Squeeze a crystal of barium titanate evenly, by up to 4 % in every length, then stretch it by 1 %. Five calculations of this kind are at hand, and three more, with the crystal stretched by 2, 3 and 4 %, are covered up. The question is how much of the covered part can be worked out from the visible part: the energy it costs to stretch the crystal, the pull needed to hold it there, and the two energy gaps that govern how its electrons respond to light. The harder question is how far each answer can be trusted.

BaTiO3 (P4mm, a = 3.972, c = 4.113 Å) under strain per length, computed with Ansatz 0.2.0: plane-wave PAW, r2SCAN with spin-orbit coupling, 500 eV cutoff, 6×6×6 k mesh. The unstrained cell, the atoms at each strain and the free c edge in epitaxial rows were relaxed with r2SCAN alone. Changes are relative to the unstrained cell; positive pressure means compression.

```
 strain kind  strain (%)  band gap (eV)  band gap change (eV)  least direct gap change (eV)  energy rise per atom (meV)  pressure change (GPa)
epitaxial xy          -4          2.338                 0.109                         0.505                        35.0                   5.96
epitaxial xy          -3          2.313                 0.084                         0.378                        20.6                   5.26
epitaxial xy          -2          2.287                 0.058                         0.245                         9.3                   3.78
epitaxial xy          -1          2.259                 0.030                         0.120                         2.3                   1.89
epitaxial xy           1          2.197                -0.031                        -0.113                         2.3                  -1.85
epitaxial xy           2          2.164                -0.065                        -0.212                         9.0                  -3.67
epitaxial xy           3          2.129                -0.100                        -0.305                        19.9                  -5.36
epitaxial xy           4          2.058                -0.171                        -0.393                        34.7                  -6.91
 hydrostatic          -4          2.422                 0.193                        -0.198                       100.5                  24.50
 hydrostatic          -3          2.372                 0.143                        -0.117                        54.0                  16.80
 hydrostatic          -2          2.322                 0.094                        -0.054                        23.0                  10.26
 hydrostatic          -1          2.275                 0.046                        -0.016                         5.5                   4.71
 hydrostatic           1          2.184                -0.045                        -0.004                         5.0                  -3.99
 hydrostatic           2              ?                     ?                             ?                           ?                      ?
 hydrostatic           3              ?                     ?                             ?                           ?                      ?
 hydrostatic           4              ?                     ?                             ?                           ?                      ?
```

The band gap is the smallest energy that lifts an electron from the filled levels to the empty ones. Here it is indirect, which means that the electron must also change its crystal momentum. The least direct gap is the smallest energy with that momentum kept, and it marks where strong absorption of light can begin. In the unstrained crystal both transitions end at the same empty level, at the point Γ of momentum space. They start from different filled levels: the indirect one from the point A, the direct one from Γ.

The epitaxial rows, in which two edges are forced to a new length while the third finds its own, carry a warning. At −3 % the third edge grows so much that the volume is almost exactly that of the unstrained crystal, yet the band gap has risen by 0.084 eV and the least direct gap by 0.378 eV. Volume alone therefore does not fix either gap; the shape of the cell matters too. In the hydrostatic rows all edges change by the same fraction and the shape is kept, so volume can serve as the single coordinate along that path. The atoms inside the cell are still free to move, and this may matter.

The energy and the pressure have the simplest physics. When ions are pushed together, their electron clouds overlap and the repulsion climbs steeply; when they are pulled apart, it fades and the crystal becomes softer. The visible rows show this in the pressure, which changes by less with each step from compression towards expansion. Stretching should then cost less energy than squeezing by the same amount, and each further step should need a smaller increase in pull.

This softening can be written with the Birch–Murnaghan equation of state. Let $V_0$ be the unstrained volume, $V$ the strained one, and $f=[(V/V_0)^{-2/3}-1]/2$ a measure of compression that is negative in a stretched crystal. The pressure change is then

$$\Delta P=3B_0f(1+2f)^{5/2}\left[1+\tfrac32(B'-4)f\right],$$

where the pressure is the average over the three axes, $B_0$ is the stiffness against a change of volume at fixed cell shape and $B'$ tells how fast that stiffness grows under pressure. A least-squares fit to the pressures of the five visible hydrostatic rows gives $B_0=144$ GPa and $B'$ of about 5.4.

Pressure is the slope of the energy with volume, with its sign reversed, so the energy follows by integration and needs no constant of its own:

$$\Delta E=\tfrac92B_0V_0f^2\left[1+(B'-4)f\right].$$

For the five visible rows this gives the energy rise to better than 0.1 meV an atom, although no energy entered the fit. The agreement shows that the formula describes this path well and that the calculated energies and pressures fit together. It does not show that the real crystal would stay in this structure when stretched.

For the band gap, magnesium oxide is a useful simpler case. In the simple ionic picture of both crystals, the highest filled levels belong to oxygen and the lowest empty ones to the metal. An electron on the metal ion is surrounded by negative oxygen ions, which raise its energy; an electron on oxygen is surrounded by positive ions, which lower it. Expansion weakens both effects, draws the two sets of levels together and narrows the gap. The likeness ends where the atoms begin to shift, because the ions of magnesium oxide sit at centres of symmetry, while titanium in this tetragonal crystal sits off the centre of its oxygen cage.

This electrostatic picture is an argument from theory, and it leaves out the spread of the oxygen levels into bands, which narrows on expansion and works the other way. The visible rows agree with its direction: the band gap falls at every hydrostatic step from −4 to +1 %. They also show the fall becoming slightly smaller from step to step. That too is reasonable, since the potential of an ion falls off as the inverse of distance and each further step takes less away.

A slope and a small curvature are enough to describe it. With $v=\ln(V/V_0)$ and energies in eV, a least-squares fit to the same five rows gives

$$\Delta E_{\rm gap}=-1.522\,v+0.449\,v^2.$$

For a stretch of 4 %, a row that took no part in the fit, $v=3\ln1.04=0.1177$. The first term is −0.179 eV and the second +0.006 eV, so the forecast is a fall of 0.173 eV.

The least direct gap needs more thought, because it falls on both sides of the unstrained crystal. It can be seen as the band gap plus a separation, which in the unstrained crystal is the distance between the filled levels at A and at Γ. This separation is 0.44 eV without strain and shrinks to 0.04 eV at −4 %. Under compression the band gap widens, but the separation closes faster, and so the direct gap shrinks. Under expansion the band gap narrows while the separation grows, and at +1 % the two nearly cancel.

The off-centre titanium offers a cause for the changing separation. In the cubic form of the crystal, where every atom sits at a centre of symmetry, oxygen p levels and titanium d levels at Γ have opposite parity and do not mix. Once titanium moves off centre they can mix, and mixing pushes the filled oxygen levels down. At A the two kinds of level have the same parity in the cubic crystal. A small shift of the titanium mixes, to first order, only levels of opposite parity, so it should change the filled edge there less. Pressure is known to weaken the off-centre displacement in barium titanate. Squeezing at fixed shape should do so too, though perhaps less strongly, because the cell is kept long. The filled levels at Γ would then rise again and close the separation. The epitaxial compression rows fit this picture: the cell grows long in the direction of the displacement, and the direct gap widens strongly. The relaxed atomic positions bear out part of this: under epitaxial compression titanium does move further off centre. I have not traced its displacement through the hydrostatic rows, although their positions are recorded too, so the weakening under even squeezing is an expectation here. The character of the levels is not recorded, so the link from displacement to mixing, and from there to the gap, remains an argument.

With two changes working against each other, there is no simple law for the direct gap. I used a parabola in $v$, again fitted by least squares to the five visible rows; it follows them closely, but it has no physical right to hold far outside them. These are the forecasts:

| Stretch | Band gap change (eV) | Least direct gap change (eV) | Energy rise (meV an atom) | Pressure change (GPa) |
|---|---|---|---|---|
| +2 % | −0.089 ± 0.010 | −0.029 ± 0.015 | 19.3 ± 0.5 | −7.3 ± 0.2 |
| +3 % | −0.131 ± 0.020 | −0.073 ± 0.030 | 41.6 ± 1.5 | −10.1 ± 0.4 |
| +4 % | −0.173 ± 0.040 | −0.136 ± 0.060 | 70.9 ± 4 | −12.4 ± 0.8 |

In words, the band gap keeps falling by slightly less per step, while the direct gap falls faster and faster. The energy rise stays below that of equal compression, and the pull grows by shrinking steps. The ranges are judgements and not statistical errors, because a fit cannot know whether a different level will take over as the band edge. Such a change probably occurs in the epitaxial row at +4 %, where the band gap suddenly drops by about twice its usual step. In the outputs the empty edge moves on evenly there while the filled edge breaks from its trend, so a different filled level seems to have come to the top. This is why the last range for the band gap is wide.

The withheld rows as computed:

```
strain kind  strain (%)  band gap (eV)  band gap change (eV)  least direct gap change (eV)  energy rise per atom (meV)  pressure change (GPa)
hydrostatic           2          2.141                -0.087                        -0.022                        19.3                  -7.35
hydrostatic           3          2.101                -0.128                        -0.049                        41.7                 -10.16
hydrostatic           4          2.064                -0.165                        -0.082                        71.3                 -12.49
```

All twelve computed values lie inside their ranges, but they do not support the models equally. Energy and pressure come out within 1 % of the computed values. The softening seen under compression simply continues under tension, and the ranges allowed for trouble that did not come. The small pressure error has a direction, though: in all three rows the crystal pulls back slightly harder than forecast.

The band gap also behaves as expected, with no sudden drop. At +4 % it has fallen by 0.165 eV where the forecast was 0.173 eV. A constant slope, taken from the two rows at −1 and +1 %, would have given 0.178 eV. The curvature thus improved the forecast, but it was still too weak, and the error grows with each step.

The direct gap is the near miss. It does fall faster at each step, but at +4 % it is down by only 0.082 eV, where the forecast was 0.136 eV. The error of 0.054 eV is about two thirds of the computed change itself. The forecast stayed inside its range only because that range was wide, so the parabola should not be used for numbers this far out.

The separation shows where the parabola went wrong. At +4 % the two forecasts together imply a separation of 0.436 − 0.136 + 0.173 = 0.473 eV, slightly below the value already reached at +1 %. The computed separation instead keeps growing, by less and less, and reaches 0.519 eV. The parabola had seen the growth slow down and carried that slowing on into a reversal, whereas in the computed crystal it has only levelled off by +4 %. Whether it would turn back further out is not shown.

Why it levels off is open. Stretching may move titanium further off centre, which strengthens the mixing, while the longer distances weaken the overlap that the mixing needs; the two could come close to balance. That is a guess. A move to another point of momentum space is not the reason at +3 %, where the outputs still place the indirect gap between A and Γ and the direct one at Γ. A different filled level could still have come to the top at Γ. The recorded atomic positions of the stretched rows, which I have not analysed, would show whether titanium really moves further off centre. Testing the mixing itself, or a change of the top level at Γ, would also take the character of the highest filled levels.

Some limits matter for anyone who wants to use these numbers. The level of theory is known to give band gaps that are too small, so the changes are more useful than the gaps themselves. Each gap is also the smallest one found on the k mesh and at the named points of momentum space, so a slightly smaller one in between could have been missed. The computed cell is also clearly more elongated than that of the real crystal, so the polar displacement, and any effect it has on the direct gap, may be exaggerated. And a stretch of 4 % in every length is a growth of 12 % in volume, held by an average pull of more than 12 GPa, far beyond what a real ceramic would survive. In the outputs that pull is much stronger along the two short edges than along the long one. Despite their name, the hydrostatic rows therefore describe a crystal of fixed shape; under an even pressure the shape would change as well. The calculation also keeps the tetragonal symmetry throughout, so it cannot show whether the stretched crystal would rather turn its displacement in another direction.

For small changes of volume at fixed shape, the working rule is a fall in the band gap of about 0.015 eV for each per cent of added volume. The direct gap has no such rule, because its small change near the unstrained crystal is what remains of two larger ones. Before extending a flat curve of that kind, it pays to split it into its parts and ask how each of them is likely to continue.
